# Surface excess carriers in near-intrinsic germanium: the undoped half-space solved in full

**Student.** My notes give the excess electrons and holes under a surface as two integrals, and say that $q(\Delta P-\Delta N)=Q_s$ holds exactly. I can't do either integral, so how can their difference be exact?

**Lecturer.** Conventions first. The semiconductor fills $x>0$, in equilibrium at temperature $T$, with Boltzmann carriers and fully ionised dopants. Put $u=(E_F-E_i)/kT$, so that $n=n_ie^{u}$ and $p=n_ie^{-u}$. The bulk value is $u_B$, the surface value $u_s$, and $Y=u_s-u_B=q\phi_s/kT$ is positive when the bands bend down. Bulk neutrality gives $N_D-N_A=n_0-p_0=2n_i\sinh u_B$. Poisson's equation in SI form is then

$$\frac{d^2u}{dx^2}=\frac{\sinh u-\sinh u_B}{L_{Di}^2},\qquad L_{Di}=\sqrt{\frac{\varepsilon kT}{2q^2n_i}} .$$

Multiply by $du/dx$ and integrate from the field-free bulk:

$$\frac{du}{dx}=-\frac{F}{L_{Di}},\qquad F=\operatorname{sgn}(u-u_B)\sqrt{2\left[\cosh u-\cosh u_B-(u-u_B)\sinh u_B\right]} .$$

The excesses per unit area are $\Delta N=\int_0^\infty(n-n_0)\,dx$ and $\Delta P=\int_0^\infty(p-p_0)\,dx$. With $dx=-L_{Di}\,du/F$ they become

$$\Delta N=n_iL_{Di}\int_{u_B}^{u_s}\frac{e^{u}-e^{u_B}}{F}\,du,\qquad \Delta P=n_iL_{Di}\int_{u_B}^{u_s}\frac{e^{-u}-e^{-u_B}}{F}\,du ,$$

the functions that Kingston and Neustadter computed in 1955.

**Student.** Why insist on the sign of $F$? A square root is positive.

**Lecturer.** Try $u_s<u_B$. Electrons are pushed out, so $\Delta N$ must be negative. The numerator is negative and the integral runs downward; with $|F|$ the two signs cancel and you get a positive excess. With the signed $F$ the integrand of $\Delta N$ is positive everywhere, and $\Delta N$ has the sign of $Y$.

**Student.** Fine. I still want one case that I can do to the end.

**Lecturer.** Take the smallest one: two carrier species, no dopants, $u_B=0$. One length and one free number, $u_s$, remain. Since $2(\cosh u-1)=4\sinh^2(u/2)$, the root can be taken, sign included: $F=2\sinh(u/2)$. The numerators factor the same way, $e^{\pm u}-1=\pm2e^{\pm u/2}\sinh(u/2)$, so the integrands are $\pm e^{\pm u/2}$ and

$$\Delta N=2n_iL_{Di}\left(e^{u_s/2}-1\right),\qquad \Delta P=2n_iL_{Di}\left(e^{-u_s/2}-1\right).$$

**Student.** That leans on the change of variable. Can I see it in real space?

**Lecturer.** Yes. With $\xi=x/L_{Di}$ the equation $du/d\xi=-2\sinh(u/2)$ integrates to the Gouy–Chapman profile

$$\tanh\frac{u}{4}=w=\gamma e^{-\xi},\qquad \gamma=\tanh\frac{u_s}{4}.$$

Then $e^{u/2}=(1+w)/(1-w)$, which gives $e^{u}-1=4w/(1-w)^2$ and $e^{-u}-1=-4w/(1+w)^2$. Since $d\xi=-dw/w$,

$$\frac{\Delta N}{n_iL_{Di}}=\int_0^\gamma\frac{4\,dw}{(1-w)^2}=\frac{4\gamma}{1-\gamma},\qquad \frac{\Delta P}{n_iL_{Di}}=-\frac{4\gamma}{1+\gamma}.$$

At the surface $e^{u_s/2}-1=2\gamma/(1-\gamma)$ and $e^{-u_s/2}-1=-2\gamma/(1+\gamma)$, so both routes agree.

**Student.** And $Q_s$? If you define it as $q(\Delta P-\Delta N)$ you have shown nothing.

**Lecturer.** I take it from the field. The field is $\mathcal E=-(kT/q)\,du/dx=kTF/qL_{Di}$. Gauss's law from the surface to the bulk gives $Q_s=-\varepsilon\mathcal E_s$, and $\varepsilon kT/q=2qn_iL_{Di}^2$, so for any $u_B$

$$Q_s=-2qn_iL_{Di}F(u_s).$$

In the undoped model this is $-4qn_iL_{Di}\sinh(u_s/2)$. Now subtract the two closed forms: $2n_iL_{Di}(e^{-u_s/2}-e^{u_s/2})=-4n_iL_{Di}\sinh(u_s/2)$. That is $Q_s/q$ at every $u_s$.

**Student.** Numbers for germanium, please.

**Lecturer.** At 300 K, $kT/q=25.85$ mV. The static dielectric constant is 16.2, a compiled value (Ioffe Institute). For $n_i$ I use a typical $2.4\times10^{13}$ cm$^{-3}$. Then $L_{Di}=0.694$ µm, $n_iL_{Di}=1.67\times10^{9}$ cm$^{-2}$, and the field unit $kT/qL_{Di}$ is 372 V/cm. These are the model's densities in $10^9$ cm$^{-2}$, each rounded on its own, with $-Q_s/q$ taken from $\varepsilon\mathcal E_s/q$:

| $u_s$ | $\phi_s$ (mV) | $\Delta N$ | $\Delta P$ | $-Q_s/q$ | $n_iL_{Di}u_s$ |
|---|---|---|---|---|---|
| 0.2 | 5.2 | 0.351 | −0.317 | 0.668 | 0.333 |
| 1 | 25.9 | 2.16 | −1.31 | 3.47 | 1.67 |
| 2 | 51.7 | 5.73 | −2.11 | 7.83 | 3.33 |
| 4 | 103.4 | 21.30 | −2.88 | 24.18 | 6.67 |

For negative $u_s$ the columns $\Delta N$ and $\Delta P$ trade places and $Q_s$ changes sign. In the last row $\mathcal E_s=2.70$ kV/cm and $Q_s=-3.87$ nC/cm$^2$.

**Student.** The hole column hardly moves at the end.

**Lecturer.** It saturates at $-2n_iL_{Di}=-3.33\times10^9$ cm$^{-2}$. Only the holes that were there can be removed, and the piled-up electrons screen the surface so well that the tail in which holes are missing stops growing: $\gamma\to1$ as $u_s\to\infty$. The two closed forms also give $(1+\Delta N/2n_iL_{Di})(1+\Delta P/2n_iL_{Di})=1$. That product rule belongs to $u_B=0$ alone.

**Student.** Then perhaps the sum rule does too. You picked the case where everything factors.

**Lecturer.** Subtract the general integrands. The numerators give $-2(\sinh u-\sinh u_B)$. Differentiating $F^2$ gives $F\,dF/du=\sinh u-\sinh u_B$. The difference is therefore a total derivative, and $F(u_B)=0$:

$$\Delta P-\Delta N=-2n_iL_{Di}\int_{u_B}^{u_s}\frac{dF}{du}\,du=-2n_iL_{Di}F(u_s)=\frac{Q_s}{q}.$$

Neither integral has to be known. What is special at $u_B=0$ is that the separate pieces are elementary as well.

**Student.** But a doped sample has ionised donors. In depletion they are most of the charge, and your rule has no donor term.

**Lecturer.** They are inside it. The charge density is $\rho=q(p-n+N_D-N_A)$, and with $N_D-N_A=n_0-p_0$ it reads $\rho=q[(p-p_0)-(n-n_0)]$. An uncovered donor is counted as a missing electron, a negative contribution to $\Delta N$. This also shows what the rule needs: uniform doping, a dopant charge that does not change with band bending, and $Q_s$ read as the charge of the space-charge layer alone. In the form $q(\Delta P-\Delta N)=-\varepsilon\mathcal E_s$ it does not need Boltzmann statistics. The explicit $F$ does.

**Student.** Now flat band. My notes say $\Delta N=n_0LY$. Which $L$? I have seen three Debye lengths.

**Lecturer.** Write $y=u-u_B$ and $t=\tanh u_B$. The addition theorem for $\cosh(u_B+y)$ gives

$$F^2=\cosh u_B\;G^2,\qquad G^2=4\sinh^2\frac y2+2t(\sinh y-y).$$

Define $L=L_{Di}/\sqrt{\cosh u_B}=\sqrt{\varepsilon kT/q^2(n_0+p_0)}$, with both carriers in the sum. Then $\Delta N=n_0L\int_0^Y(e^y-1)\,dy/G$ and $\Delta P=p_0L\int_0^Y(e^{-y}-1)\,dy/G$, with $G$ signed as $y$, and $Q_s=-q(n_0+p_0)L\,G(Y)$. For small $y$, $G=y(1+ty/6+\dots)$, so the integrands are finite at the lower limit, and

$$\Delta N=n_0L\left[Y+\left(\tfrac14-\tfrac{t}{12}\right)Y^2+\dots\right],\qquad \Delta P=-p_0L\left[Y-\left(\tfrac14+\tfrac{t}{12}\right)Y^2+\dots\right].$$

The leading terms are your laws, $n_0LY$ and $-p_0LY$. At $t=0$ we have $n_0=p_0=n_i$ and $L=L_{Di}$, and $2(e^{Y/2}-1)=Y+Y^2/4+\dots$ reproduces the series.

**Student.** How near is near? At $u_s=1$ your table has 2.16 against 1.67.

**Lecturer.** That is 30 % above the linear value. At $u_s=0.2$ the excess is 5.2 %, close to $Y/4$. The charge behaves far better: $2\sinh(u_s/2)=u_s(1+u_s^2/24+\dots)$ lies only 4.2 % above linear at $u_s=1$. The quadratic terms of $\Delta N$ and $\Delta P$ are equal at $t=0$ and cancel in the difference. A charge that looks linear in $Y$ does not license the linear laws for the separate excesses.

**Student.** My sample is not intrinsic, only nearly so. Can't I keep your exponentials and swap the prefactors, $\Delta N\approx2n_0L(e^{Y/2}-1)$ and $\Delta P\approx2p_0L(e^{-Y/2}-1)$?

**Lecturer.** That amounts to setting $t=0$ inside $G$, and the sum rule tells you what it costs. Use $n_0=\bar n(1+t)$ and $p_0=\bar n(1-t)$ with $\bar n=(n_0+p_0)/2$. The true series give $\Delta N-\Delta P=\bar nL\,[2Y+tY^2/3+\dots]$, which equals $2\bar nL\,G(Y)$ to this order, as it must. Your swapped forms give $\bar nL\,[4\sinh(Y/2)+4t(\cosh(Y/2)-1)]=\bar nL\,[2Y+tY^2/2+\dots]$. They are right at first order and break Gauss's law at order $tY^2$.

**Student.** By how much, in practice?

**Lecturer.** Assume $N_D=3.6\times10^{13}$ cm$^{-3}$. Then $\sinh u_B=0.75$, $u_B=\ln2=0.693$, $\cosh u_B=1.25$, $t=0.6$, $n_0=4.8\times10^{13}$ and $p_0=1.2\times10^{13}$ cm$^{-3}$. This gives $L=0.621$ µm, $n_0L=2.98\times10^9$ and $p_0L=0.745\times10^9$ cm$^{-2}$. The excesses now need quadrature, while $Q_s$ comes from $F$ in closed form. In $10^9$ cm$^{-2}$, with the swapped $\Delta N$ divided by the full one in the last column:

| $Y$ | $\Delta N$ | $\Delta P$ | $Q_s/q$ | ratio |
|---|---|---|---|---|
| −2 | −4.13 | 2.91 | 7.04 | 0.91 |
| −1 | −2.46 | 1.02 | 3.49 | 0.95 |
| 1 | 3.68 | −0.56 | −4.24 | 1.05 |
| 2 | 9.31 | −0.88 | −10.19 | 1.10 |

In every row $\Delta P-\Delta N$ equals $Q_s/q$ to rounding. The ratio follows $1+tY/12$ closely, as the series predicts. At $Y=2$ the swapped forms would claim $\Delta N-\Delta P=11.19$ where the field demands 10.19. There is a practical gain here too: one quadrature is enough, since the rule supplies the other excess.

**Student.** What does a field-effect experiment see of all this? It counts no carriers.

**Lecturer.** It sees the change in sheet conductance, $\Delta\sigma_s=q(\mu_n\Delta N+\mu_p\Delta P)$, a weighted sum, while the field plate controls the difference. Keep the mobilities at typical bulk values, $\mu_n=3900$ and $\mu_p=1900$ cm$^2$/V s, so $b=\mu_n/\mu_p=2.05$. The model resistivities $1/q(\mu_nn_0+\mu_pp_0)$ are then 44.8 Ω cm undoped and 29.7 Ω cm doped. In the undoped model, $d\Delta\sigma_s/du_s=0$ means $\mu_ne^{u_s/2}=\mu_pe^{-u_s/2}$, so $u_s=-\ln b=-0.719$, or $-18.6$ mV. Insert $e^{u_s/2}=b^{-1/2}$:

$$\Delta\sigma_{s,\min}=-2qn_iL_{Di}\left(\sqrt{\mu_n}-\sqrt{\mu_p}\right)^2=-0.190\ \mu\text{S per square}.$$

For an assumed thickness of 100 µm, which is 144 $L_{Di}$ and so a good half-space, the bulk sheet conductance is 223 µS and the dip is 0.085 % of it. At $u_s=4$ the change is $+12.4$ µS.

**Student.** And in general the minimum needs the integrals again.

**Lecturer.** Its depth does, its position does not. The derivative of each excess with respect to $u_s$ is the integrand at $u_s$. Factor $2(\sinh u_s-\sinh u_B)=(e^{u_s}-e^{u_B})(1+e^{-u_s-u_B})$. Then the share of an added charge that is carried by electrons is

$$f=\frac{d\Delta N}{d(\Delta N-\Delta P)}=\frac{1}{1+e^{-(u_s+u_B)}},$$

and the rest, $1-f$, comes from removing holes. By the sum rule $q\,d(\Delta N-\Delta P)=-dQ_s$, so the field-effect mobility is

$$\mu_{FE}=\frac{d\Delta\sigma_s}{d(-Q_s)}=\mu_nf-\mu_p(1-f).$$

It vanishes at $u_s=-u_B-\ln b$, which returns $-\ln b$ for the undoped model. For the doped sample that is $u_s=-1.41$, $Y=-2.11$, and the nearby row $Y=-2$ has $\Delta\sigma_s=-1.70$ µS, 8.9 times the undoped minimum. At flat band $f=n_0/(n_0+p_0)$, in accord with the linear laws. This gives $\mu_{FE}=1000$ cm$^2$/V s undoped, and 2740 cm$^2$/V s doped, where $f=0.8$. Because the minimum sits at a known $u_s$, it anchors the potential scale of a conductance curve.

**Student.** You call the rule exact, but the model drops things. Which of them matter at these numbers?

**Lecturer.** Take them in turn. Degeneracy first. The gap is 0.66 eV, a compiled value (Wing 2021). Placing $E_i$ at midgap as an approximation, the band edge lies $12.8\,kT$ above it, so at $u_s=4$ the reduced Fermi level is $\eta=(E_F-E_c)/kT=-8.8$. The first Fermi–Dirac correction to $n$, $e^{\eta}/2^{3/2}$, is about $6\times10^{-5}$. Next, donor filling, the one bulk effect on this list that would add a term to the rule. For a typical binding energy $E_D$ of 10 meV and spin degeneracy 2, the neutral fraction $1/(1+\tfrac12e^{-\eta-E_D/kT})$ at the surface of the doped sample at $Y=2$ is about $1\times10^{-4}$. Both are negligible.

**Student.** And the wave function has to vanish at the surface.

**Lecturer.** That one is larger. For a hard wall in a flat potential, standing waves $\sin kx$ with Boltzmann weights give $n(x)\propto1-\exp(-2mkTx^2/\hbar^2)$. The missing width is $\int_0^\infty e^{-2mkTx^2/\hbar^2}dx=\Lambda/4$ with $\Lambda=h/\sqrt{2\pi mkT}$. For an assumed mass of $0.1\,m_e$ normal to the surface, $\Lambda=13.6$ nm and $\Lambda/4=3.4$ nm. That is small beside the local screening length $L_{Di}/\sqrt{\cosh u_s}=133$ nm at $u_s=4$, so the flat-potential estimate applies. With $n_s=1.31\times10^{15}$ cm$^{-3}$ the loss is $4.5\times10^8$ cm$^{-2}$, or 2 % of $\Delta N$. The third figure in the tables therefore belongs to the classical model only. The wall changes $\Delta N(u_s)$ and $Q_s(u_s)$ together and leaves $q(\Delta P-\Delta N)=-\varepsilon\mathcal E_s$ intact.

**Student.** So a real near-intrinsic slab should show $\mu_{FE}$ near 1000 at flat band.

**Lecturer.** No, that figure is the model's, and it is too high if you divide by the charge that the plate induces. The plate charge is balanced by $Q_s+Q_{ss}$, where $Q_{ss}$ sits in surface states and does not conduct. Compare capacitances. The layer has $C_s=-dQ_s/d\phi_s=(\varepsilon/L_{Di})\cosh(u_s/2)$ in the undoped model, 20.7 nF/cm$^2$ at flat band. States of uniform density $D_{it}$ that follow the signal add $q^2D_{it}$ in parallel. Densities of $10^{11}$ to $10^{12}$ cm$^{-2}$ eV$^{-1}$ are typical of etched or oxidised germanium, as general knowledge and not as a measurement. They give 16.0 to 160 nF/cm$^2$, so the carriers receive only the share $C_s/(C_s+q^2D_{it})=0.56$ to 0.11 of the induced charge, and the apparent mobility falls by the same factor. Surface scattering, also left out, tends to lower the mobilities further at strong bending.

**Student.** Then the rule fails exactly where I want to use it.

**Lecturer.** It is what lets you use the data. The conductance, counted from its minimum, gives $u_s$ through $\Delta N$ and $\Delta P$, as far as the mobilities are known. The sum rule turns the same two excesses into $Q_s$. The change in plate charge $Q_G$ is known from the plate capacitance and voltage, and overall neutrality leaves $\delta Q_{ss}=-\delta Q_G-\delta Q_s$ as a function of $u_s$. The part of the induced charge that $q(\Delta P-\Delta N)$ does not account for is the trapped charge.